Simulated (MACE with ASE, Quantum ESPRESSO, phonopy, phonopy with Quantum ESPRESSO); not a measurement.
# Volume dependence of the zone-centre optical mode of rocksalt KF with PBE+D3(BJ) and MACE-MP-0b2 small

A few per cent of extra volume barely changes the distance between K and F in rocksalt KF, yet it lowers the frequency at which the two sublattices vibrate against each other by several times that percentage. We ask how steep this softening is, and whether a density functional and a machine-learned potential agree on it. The mode Grüneisen parameter γ, minus the slope of ln ω against ln V, enters thermal expansion and the shift of infrared absorption with pressure and temperature. We calculate harmonic frequencies of the static lattice, without the macroscopic field, so the mode is the transverse optical one. Volumes are scaled from each level's own static volume V0.

## Calculations

One crystal, KF (rocksalt), taken from a measured cell of the Crystallography Open Database (known phase), directly or through a relaxation at another level, and relaxed at each level to its static volume V0; then scaled volumes, with shape and atoms relaxed at fixed volume where symmetry leaves them free. Quantum ESPRESSO 7.5 rows: plane waves at 45 Ry, no spin, finite atomic displacements in 2×2×2 supercells with phonopy 4.10. Machine-learned potentials: finite atomic displacements of 0.02 Å in 3×3×3 supercells with phonopy 4.10. The same in all rows: lowest frequency along the high-symmetry path, interpolated; zero means stable, negative imaginary: 0.0 cm⁻¹.

Notes on method and selection:

- Minus the slope of ln ω against ln V is the mode Grüneisen parameter.
- Harmonic values at the static lattice; measured values carry thermal expansion and anharmonic shifts at their temperature.
- MACE-MP-0b2 small is a published machine-learned interatomic potential trained on PBE and PBE+U data; it has no electrons, no dipole term and hence no LO-TO splitting.
- Runs that did not converge, have known faults or may not be shown are not listed, and runs on Ansatz's PAW sets soft_1 and soft_2 are kept to separate tables.

Columns:

- volume (Å³): volume per atom.
- pressure (GPa): static pressure at that volume, compression positive.
- highest Γ mode (cm⁻¹): highest optical mode at the zone centre, without the macroscopic field (no LO-TO term).

## Numbers

| member | level of theory | volume (Å³) | pressure (GPa) | highest Γ mode (cm⁻¹) |
| --- | --- | --- | --- | --- |
| V/V0 = 0.97 | MACE-MP-0b2 small | 19.025 | 1.04 | 187.9 |
| V/V0 = 0.985 | MACE-MP-0b2 small | 19.319 | 0.50 | 179.1 |
| V/V0 = 1 | MACE-MP-0b2 small | 19.613 | 0.00 | 170.2 |
| V/V0 = 1.015 | MACE-MP-0b2 small | 19.907 | −0.45 | 161.3 |
| V/V0 = 1.03 | MACE-MP-0b2 small | 20.202 | −0.87 | 152.4 |
| V/V0 = 1.05 | MACE-MP-0b2 small | 20.594 | ? | ? |
| V/V0 = 0.97 | PBE+D3(BJ), GBRV (Quantum ESPRESSO) | 18.382 | 1.07 | 200.7 |
| V/V0 = 0.985 | PBE+D3(BJ), GBRV (Quantum ESPRESSO) | 18.667 | 0.51 | 193.7 |
| V/V0 = 1 | PBE+D3(BJ), GBRV (Quantum ESPRESSO) | 18.951 | −0.02 | 186.8 |
| V/V0 = 1.015 | PBE+D3(BJ), GBRV (Quantum ESPRESSO) | 19.235 | −0.49 | 180.0 |
| V/V0 = 1.03 | PBE+D3(BJ), GBRV (Quantum ESPRESSO) | 19.519 | −0.94 | 173.7 |
| V/V0 = 1.05 | PBE+D3(BJ), GBRV (Quantum ESPRESSO) | 19.899 | −1.46 | 165.1 |

Cells marked ? are withheld until the estimate has been made.

Least-squares fits to the members shown, with x = volume (Å³); R² and errors in the fitted variable (y, or ln y where the fit is in ln y):

| y | level of theory | members | fit | R² | rms residual | leave-one-out rms | the same for the mean of the others |
| --- | --- | --- | --- | --- | --- | --- | --- |
| highest Γ mode (cm⁻¹) | MACE-MP-0b2 small | 5 | ln y = 15.5137 − 3.48780 ln x | 1.00 | 0.0030 | 0.0063 | 0.093 |
| highest Γ mode (cm⁻¹) | PBE+D3(BJ), GBRV (Quantum ESPRESSO) | 6 | ln y = 12.4658 − 2.46004 ln x | 1.00 | 0.0014 | 0.0027 | 0.079 |

## Why the values move as they do

The mode softens at every step of expansion at both levels, but the levels disagree on the rate. The fitted γ is 2.46 with PBE+D3(BJ) and 3.49 with MACE-MP-0b2 small, a ratio of 3.49 / 2.46 = 1.42. Both fits leave residuals far too small to account for this gap.

Symmetry fixes the atoms, so only the cell edge changes. The effective force constant is the short-range repulsion between neighbouring ions minus an electrostatic term that favours displacing the sublattices and scales roughly as 1/V. Repulsion falls off faster with distance than the electrostatic term, so their difference shrinks quickly on expansion. Since ω² is proportional to this force constant, the change from V/V0 = 0.97 to 1.03 leaves (173.7 / 200.7)² = 0.75 of it with PBE+D3(BJ) and (152.4 / 187.9)² = 0.66 with the potential. The potential has no explicit charges and can carry this balance only through the forces it has learned.

The same picture suggests that γ should grow with volume. For the potential it does: finite differences of ln ω against ln V give about 3.1 between the two smallest volumes and about 3.9 between the two largest shown with a frequency. With PBE+D3(BJ) the rise is weaker, from 2.3 to 2.6 between the ends of the series.

The frequencies at V0 differ by 186.8 − 170.2 = 16.6 cm⁻¹, mostly because the potential's V0 is 3.5 % larger. At nearly equal volumes, 19.899 and 19.907 Å³, the difference is only 165.1 − 161.3 = 3.8 cm⁻¹. The absence of a dispersion correction in the potential may contribute to its larger cell, as may fitting error.

Volume does not remove the disagreement on γ, however. The local value is about 2.5 with PBE+D3(BJ) between 18.951 and 19.235 Å³, and about 3.1 with the potential between 19.025 and 19.319 Å³. The levels also differ beyond this mode: a small share of modes across the Brillouin zone has negative γ with PBE+D3(BJ), and none with the potential. The different supercells may affect that comparison, but not the one at the zone centre, where the mode fits exactly into either supercell. No measured γ is tabled, so this comparison does not establish which level is nearer to experiment.

## Blind estimate

Plain estimates from the members shown:

- V/V0 = 1.05 (MACE-MP-0b2 small), fit at x = 20.594: 143.0 cm⁻¹ (an extrapolation)
- V/V0 = 1.05 (MACE-MP-0b2 small), from its own PBE+D3(BJ), GBRV (Quantum ESPRESSO) value plus the mean shift MACE-MP-0b2 small − PBE+D3(BJ), GBRV (Quantum ESPRESSO) over the other 5 members (−16.8, standard deviation 3.0): 165.1 − 16.8 = 148.3 cm⁻¹

Both plain estimates for the potential at V/V0 = 1.05 are likely to be too high. The power-law fit, 143.0 cm⁻¹, holds γ constant although the local value rises with volume. The mean shift from PBE+D3(BJ), which gives 148.3 cm⁻¹, ignores that the difference between the levels widens steadily from −12.8 to −21.3 cm⁻¹ over the five shared members.

The potential's frequency is very nearly linear in volume: successive steps are −8.8, −8.9, −8.9 and −8.9 cm⁻¹. We therefore continue the straight line through its end members from the last known point:

- slope: (152.4 − 187.9) / (20.202 − 19.025) = −30.16 cm⁻¹ per Å³
- estimate: 152.4 − 30.16 × (20.594 − 20.202) = 140.6 cm⁻¹

The same construction on the first five PBE+D3(BJ) members gives 173.7 + (173.7 − 200.7) / (19.519 − 18.382) × (19.899 − 19.519) = 164.7 cm⁻¹ at V/V0 = 1.05, against the calculated 165.1. Predicting V/V0 = 1.03 from the four smaller volumes misses by 0.6 cm⁻¹ with PBE+D3(BJ) and by less than 0.1 cm⁻¹ with the potential. We take the largest of these misses, 0.6 cm⁻¹, as the standard deviation, because the step to V/V0 = 1.05 is longer than those within the potential's known range.

**Committed estimate, V/V0 = 1.05 (MACE-MP-0b2 small): highest Γ mode = 140.6 ± 0.6 cm⁻¹.**

## Check

| member | level of theory | volume (Å³) | pressure (GPa) | highest Γ mode (cm⁻¹) |
| --- | --- | --- | --- | --- |
| V/V0 = 1.05 | MACE-MP-0b2 small | 20.594 | −1.37 | 140.7 |

| member | estimate | highest Γ mode (cm⁻¹) | computed | estimate − computed | miss in error bars |
| --- | --- | --- | --- | --- | --- |
| V/V0 = 1.05 (MACE-MP-0b2 small) | committed | 140.6 | 140.7 | −0.1 | 0.2 |
| V/V0 = 1.05 (MACE-MP-0b2 small) | fit | 143.0 | 140.7 | +2.3 |  |
| V/V0 = 1.05 (MACE-MP-0b2 small) | shift from PBE+D3(BJ), GBRV (Quantum ESPRESSO) | 148.3 | 140.7 | +7.6 |  |

The computed frequency is 140.7 cm⁻¹, so our estimate of 140.6 ± 0.6 cm⁻¹ was 0.1 too low and well inside its error bar. It did better than the power-law fit, which was 2.3 cm⁻¹ too high, and the mean shift from PBE+D3(BJ), which was 7.6 too high.

The near-linear fall of the potential's frequency with volume continued to V/V0 = 1.05. Constant γ failed as an assumption: the local value reaches 4.2 over the last step, up from 3.1 over the first. A constant offset between the levels failed too, as the difference at equal V/V0 has grown to 140.7 − 165.1 = −24.4 cm⁻¹.

A γ that rises on expansion is what a shrinking difference between repulsion and the electrostatic term would give. The size of the rise is less secure, because PBE+D3(BJ) gives only 2.3 to 2.6 over the same range of V/V0. The steep rise therefore describes the forces learned by the potential and is not supported by the density functional.

We took V0 as the static volume at both levels, which is not exact for PBE+D3(BJ). Its V0 is where the computed stress nearly vanishes, but the total energy is lower at V/V0 = 1.015 and has its minimum between these two members. The potential's equilibrium cell is therefore still the larger one, but by less than the 3.5 % we gave. The 16.6 cm⁻¹ between the levels at V0 likewise overstates the difference at their energy minima. The fitted γ and the comparison at nearly equal volumes do not depend on where V0 is placed.

The same mismatch affects the pressures. Judged by the energies, all tabled PBE+D3(BJ) pressures are too low by nearly the same amount, which is less than 0.49 GPa because the minimum comes before V/V0 = 1.015.

## Exceptions

Least-squares fits to the whole series, with x = volume (Å³); R² and errors in the fitted variable (y, or ln y where the fit is in ln y):

| y | level of theory | members | fit | R² | rms residual | leave-one-out rms | the same for the mean of the others |
| --- | --- | --- | --- | --- | --- | --- | --- |
| highest Γ mode (cm⁻¹) | MACE-MP-0b2 small | 6 | ln y = 15.9842 − 3.64637 ln x | 1.00 | 0.0053 | 0.0098 | 0.12 |
| highest Γ mode (cm⁻¹) | PBE+D3(BJ), GBRV (Quantum ESPRESSO) | 6 | ln y = 12.4658 − 2.46004 ln x | 1.00 | 0.0014 | 0.0027 | 0.079 |

Largest departures from the fit to the whole series:

| member | level of theory | highest Γ mode (cm⁻¹) | fit | computed − fit | computed / fit | in rms residuals (of ln y) |
| --- | --- | --- | --- | --- | --- | --- |
| V/V0 = 1.05 | PBE+D3(BJ), GBRV (Quantum ESPRESSO) | 165.1 | 165.4 | −0.3 | 1.00 | 1.5 |
| V/V0 = 1.05 | MACE-MP-0b2 small | 140.7 | 141.7 | −1.0 | 0.99 | 1.4 |
| V/V0 = 0.97 | PBE+D3(BJ), GBRV (Quantum ESPRESSO) | 200.7 | 201.1 | −0.4 | 1.00 | 1.3 |
| V/V0 = 0.97 | MACE-MP-0b2 small | 187.9 | 189.2 | −1.3 | 0.99 | 1.3 |

No member stands out from its own level's fit. The largest departures are at the two ends of each series, where the computed frequencies lie below the power law by 1.0 and 1.3 cm⁻¹ with the potential and by 0.3 and 0.4 cm⁻¹ with PBE+D3(BJ). This is the curvature expected when γ rises with volume, and it is larger for the potential because its γ rises faster.

## Conclusions

From V/V0 = 0.97 to 1.05 the transverse optical mode of KF softens steadily at both levels, but they do not agree on γ. Central differences of ln ω against ln V around V0 give about 2.4 with PBE+D3(BJ) and about 3.5 with MACE-MP-0b2 small.

A straight line in volume through the ends of the first five members predicts the sixth to about 0.4 cm⁻¹ or better at either level, so a short step along one level's series works well here. Carrying a constant offset from one level to the other does not.

For pressure-dependent infrared work, the slopes around V0 are:

- PBE+D3(BJ): (193.7 − 180.0) / (0.51 + 0.49) = 13.7 cm⁻¹ per GPa
- MACE-MP-0b2 small: (179.1 − 161.3) / (0.50 + 0.45) = 18.7 cm⁻¹ per GPa

The nearly constant offset in the PBE+D3(BJ) pressures cancels in the differences used here, but it matters when a frequency is assigned to an absolute pressure. By its energies, the crystal at the PBE+D3(BJ) V0 is still slightly compressed, and the slope at the energy minimum is somewhat steeper than the one given.

Both slopes hold for the transverse mode only. The macroscopic field, left out of the tabled frequencies, raises the longitudinal mode above it, and the volume dependence of that mode cannot be read from this table.
